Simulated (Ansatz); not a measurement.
## Si: energy along a strain

Si, Ia-3, a = 6.567 Å. This isn't the element's structure at ambient conditions. Ansatz: LDA, PAW, 420 eV, Γ-centred 8×8×8 mesh on 8 atoms, Gaussian smearing 0.15 eV; no spin polarisation. Cell vectors (Å): -3.284 3.284 3.284; 3.284 -3.284 3.284; 3.284 3.284 -3.284. The cell is strained by x per cent times the pattern (1 1 0 0 0 0) in the order xx yy zz yz xz xy (engineering shears), with fractional coordinates held. y is the free energy over the start, V0 = 17.703 Å³/atom. Points with a strain past 8.5 % were computed too (3) and aren't used here.

| x (%) | y (meV/atom) |
| --- | --- |
| -7.50 | ? |
| -5.00 | 81.81 |
| -2.50 | 19.17 |
| 0.00 | 0.00 |
| 2.50 | 16.87 |
| 5.00 | 63.21 |
| 7.50 | 133.08 |

**Question.** Fit y = c2 x² + c3 x³ to the other rows, get the stiffness along the pattern, and predict the missing energy.

**Answer.** Least squares on the rows shown. y = 2.9059 x² − 0.072360 x³. The clamped-ion stiffness p·C·p = 2 × 29.06 eV × 160.2 / 17.703 Å³ = 526 GPa. At x = -7.50 the fit asked for gives 193.98 meV/atom. The run gave 195.58 meV/atom, so the fit is 1.60 meV/atom too low, 0.82 % of the span of the series, against an rms of 0.22 meV/atom on the fitted rows. The row lies outside the fitted range. With a term in x⁴ added, a fit to the same known rows predicts 195.87 meV/atom, so most of the miss is curvature that the known rows already hold.

The energy rises on both sides of the start, and more steeply in compression: 81.81 meV/atom at -5.00 % against 63.21 at 5.00 %. This is the usual anharmonicity of a covalent network. Shortening the bonds brings on steep overlap repulsion, while stretching them moves towards the softer, attractive side of the potential. The negative cubic coefficient expresses this asymmetry, and the positive curvature beyond it explains why the cubic fit falls short at the compressed end.

The structure is that of BC8 silicon, a dense metastable form with distorted tetrahedral bonding. Because the biaxial strain changes the volume as well as the shape, its stiffness mixes resistance to bond compression with resistance to bond bending. For a cubic crystal, 526 GPa corresponds to twice the sum of C11 and C12, so it yields neither constant separately, nor the bulk modulus. Letting the atoms relax within the strained cell could only lower this stiffness, probably through rotation and bending of the tetrahedra. The rise in energy supports stability against this one homogeneous deformation, not mechanical stability in general.
